An engineer who tunes a transistor's threshold by changing how a hafnium oxide film ends has to decide where the resulting shift comes from. If it comes from the last atomic layer alone, the last deposition pulse sets it and the rest of the film can be left out of the reckoning. If it comes from the balance of charge across the film, both ends count, and so does what lies between them. A thin slab of HfO$_2$ that ends in oxygen on one side and in hafnium on the other puts this choice in its sharpest form.

The table follows the potential energy of an electron along a line through such a slab, averaged over planes parallel to its faces. The outer oxygen plane lies at a height of 7.5 Å and the outer hafnium plane at 16.3 Å; beyond them is vacuum. The level of theory is PBE, without spin and without spin–orbit coupling. The slab turns out to be metallic, so the energies count from its Fermi level, which is common to both faces.

Ansatz 0.2.0, scalar-relativistic PBE with plane waves and PAW, no spin polarisation, for a relaxed 12-atom (100) slab of fluorite HfO$_2$. The cutoff is 420 eV, the k mesh 7×7×1 and the Gaussian smearing 0.05 eV, with a dipole correction in the vacuum. The potential energy is the planar mean of the smooth electrostatic part, with height measured along the cell's c axis.

| height (Å) | potential energy of an electron from the Fermi level (valence top where gapped) (eV) |
| --- | --- |
| 2.69 | 8.850 |
| 3.29 | 8.850 |
| 3.89 | 8.850 |
| 4.49 | 8.850 |
| 5.08 | 8.840 |
| 5.68 | 8.810 |
| 6.28 | 8.500 |
| 6.88 | 5.160 |
| 7.47 | -6.840 |
| 8.07 | -7.140 |
| 8.67 | -6.390 |
| 9.27 | -1.030 |
| 9.87 | -5.510 |
| 10.46 | -9.130 |
| 11.06 | -7.810 |
| 11.66 | -5.130 |
| 12.26 | -3.550 |
| 12.86 | -10.360 |
| 13.46 | -8.780 |
| 14.05 | -8.540 |
| 14.65 | -3.100 |
| 15.25 | -10.390 |
| 15.85 | -11.740 |
| 16.45 | -9.560 |
| 17.04 | -3.860 |
| 17.64 | 1.730 |
| 18.24 | 3.870 |
| 18.84 | 4.590 |
| 19.44 | 4.790 |
| 20.03 | 4.850 |
| 20.63 | 4.860 |
| 21.23 | 4.860 |

Far from the oxygen face the potential is flat at 8.85 eV, and far from the hafnium face it is flat at 4.86 eV. These plateaus are the work functions of the two faces: the energy needed to take an electron from the Fermi level to rest just outside. An electron outside the oxygen face therefore lies 3.99 eV higher than one outside the hafnium face. The question is what holds up this step.

The tempting answer looks only at the surfaces. One face shows negative oxygen ions, the other positive hafnium ions, and different skins have different work functions. In this picture the interior is an ordinary piece of oxide with a level potential, and the whole step arises in the outermost layers. It would let the engineer treat each termination as a separate knob.

The picture can be tested, because a level interior must have the same average potential in each repeat of the crystal. The raw values don't show this directly: they swing by several electronvolts between atomic planes, and points 0.6 Å apart miss some of the peaks. Averaging over a whole repeat, from one oxygen plane to the next, removes the swings. The averages used here come from a running integral of the tabulated values by the trapezoidal rule, read off at the atomic planes by linear interpolation.

The three averages, from the oxygen side to the hafnium side, are $-5.4$, $-6.6$ and $-7.8$ eV. The interior is not level; it slopes down towards the hafnium face by more than 1 eV per repeat. Two separately neutral skins can't account for the step, since a potential that slopes inside the oxide needs opposite net charges towards its two ends.

The size of the slope matters as much as its existence. Taken from the first and third averages and carried over the full thickness, it amounts to a fall of 4.1 eV. Averages between successive hafnium planes, treated in the same way, give 4.4 eV. The outer windows touch the surfaces and the sampling is coarse, so these figures are estimates, but both are about as large as the step itself. Most of what separates the two vacuum levels is thus already present as a tilt within the oxide.

A second answer takes the tilt seriously and explains it by the ions. Viewed from the side, the slab is a stack of charged sheets, oxygen then hafnium, four times over. Each pair is a small capacitor with its negative plate towards the oxygen face, and the voltages of the pairs add up. An electron is repelled by the negative side, so its energy is higher outside the oxygen face, as the table has it.

The Poisson equation turns this picture into a number. A slab with a dipole $p$ on each surface cell of area $A$ separates the two vacuum levels by

$$\Delta V = 4\pi\,\frac{e^2}{4\pi\varepsilon_0}\,\frac{p}{A},$$

where $p$ is in units of the elementary charge times a length, and $e^2/4\pi\varepsilon_0$ is about 14 eV Å. Inserting the dipole of the calculated charge density returns the step of the table, as it must, since both come from the same density. That agreement confirms the bookkeeping and leaves the cause open.

The same formula is a measure of sensitivity. A net dipole of only 0.01 elementary charges times one ångström per surface cell moves the levels by 0.14 eV. The small size of a step is therefore no sign that the charges behind it are small; they may be large and nearly balanced.

With rigid ions of the formal charges Hf$^{4+}$ and O$^{2-}$ at the calculated positions, the formula gives a step of 210 eV. That is about 53 times the step in the table. The ions do ease the strain by moving: each oxygen plane has drawn close to the hafnium plane above it, which lowers the dipole by about a quarter compared with equally spaced planes. A quarter is far from enough, so the second answer has the right direction and a hopeless size.

Something must cancel nearly all of the ionic dipole, and the limiting case of rigid ions shows what. No insulator can carry 210 eV across a few atomic layers, because long before that the filled states at the oxygen face would lie above the empty states at the hafnium face. Polarisation of the ions' own electrons weakens the field, but not nearly enough to prevent this. Electrons then lower their energy by leaving the oxygen face and settling at the hafnium face. This is the third answer: charge crosses from face to face until it no longer pays.

How much charge has to cross follows from geometry. Let each oxygen plane carry the charge $-Q$ and each hafnium plane $+Q$. Within a close pair the field is proportional to $Q$, and in the wider space between pairs it is zero. Now move electrons of total charge $q$ from the outer oxygen plane to the outer hafnium plane. The field within the pairs drops to $Q-q$, and a field of opposite direction, proportional to $q$, appears between them.

The two contributions to the voltage cancel when $(Q-q)$ times the summed width of the pairs equals $q$ times the summed width of the spaces between them. Rearranged, $q/Q$ is the summed width of the pairs divided by the thickness of the slab. In fractions of the cell height, the four pairs are 0.039, 0.041, 0.040 and 0.038 wide, and the outer planes lie at 0.314 and 0.680. Hence

$$\frac{q}{Q}=\frac{0.039+0.041+0.040+0.038}{0.680-0.314}=\frac{0.158}{0.366}\approx 0.43 .$$

The outer oxygen plane should give up about 43 % of its charge. This estimate uses the positions of the atoms and no value of the potential. Within this model of fixed sheets the ratio doesn't depend on whether the ions carry their full formal charge, which they don't, because hafnium and oxygen share electrons. The number of electrons that cross does depend on it, and the model leaves out the electronic charge that follows the ions as they move.

The same calculation allows a comparison. When its electrons are assigned to atoms by projection on atomic orbitals, an oxygen atom in the second plane holds 0.67 electrons more than the six valence electrons of a neutral atom. An oxygen atom in the outer plane holds only 0.40 more. It lacks 40 % of the extra charge, close to the share that the sheets require.

This match supports the transfer but carries less weight than the slope of the interior. An inner oxygen atom has two close hafnium neighbours and, because the planes have paired up, two markedly more distant ones. An outer atom lacks the distant two, and that alone may change its electron count. That the electrons end up at the hafnium face is argued from energy: the empty states lie lowest there. The metallic character of the slab fits this account, for a stoichiometric piece of HfO$_2$ would otherwise be an insulator.

Counting charge explains why the step is small compared with 210 eV, but it can't explain why it is 4 eV. One per cent of the step of formal ions is already 2 eV. Smaller ionic charges ease this, but the step remains a small difference of large dipoles, and no count of electrons on atoms is that sharp. The remainder is fixed by energy. Transfer stops when the valence band at the oxygen face and the conduction band at the hafnium face both reach the common Fermi level. In this run the last band that would be full reaches nearly 1 eV above the bottom of the next one, as expected if one is partly emptied and the other partly filled.

Consider what this means for the bands. At the oxygen face the top of the valence band lies near the Fermi level. At the hafnium face the bottom of the conduction band lies there, and the valence band top is one gap lower. Between the faces the bands, and the averaged potential with them, are then expected to fall by roughly one band gap: somewhat more given the overlap, less if surface states inside the gap take up the charge first. For HfO$_2$ in the fluorite structure PBE gives a gap of roughly 4 eV, a recalled value, and the slope found above amounts to about as much. The paired planes leave the interior far from ideal fluorite, so this is a match of size only.

The two extremes on either side make the result plausible. In a metal there is no gap to hold back the electrons, and they would flow until the interior was level. In an insulator with an unlimited gap none would flow, and the rigid-ion step would stand. A real oxide lies between them: it gives up enough charge to remove almost the whole dipole and keeps a tilt worth about one gap.

If the gap sets the tilt, the remaining step inherits the errors of the gap. PBE makes the gap of HfO$_2$ too small, so in this calculation the transfer should set in too early and leave too small a step. The treatment without spin adds a doubt at the oxygen face, where the electrons left behind might align their spins and shift the plateau at 8.85 eV. Neither effect would bring back a level interior.

For the engineer's decision, the two work functions can't be used as independent properties of two terminations. On this account each holds for a face whose Fermi level has been pushed to a band edge by exchange with the opposite face. A gate oxide between electrodes can draw compensating charge from the metal, the semiconductor or hydrogen left by the deposition, and its Fermi level then settles elsewhere. The bare slab shows how strongly an uncompensated termination drives charge to move; it is no model of the insulating film that results. Real polar faces can also reconstruct or lose atoms, which this slab with its smallest surface cell leaves out.

A different cut of the same crystal shows what to look for in a neighbouring case. Along the (111) direction of fluorite the planes come in triplets, oxygen–hafnium–oxygen, whose dipoles cancel within each triplet. A slab built of whole triplets has two equivalent faces, so its plateaus stand at the same height and no charge needs to cross. The question to ask of a termination is therefore whether the repeating unit that ends there carries a dipole, and only then which element lies on top.
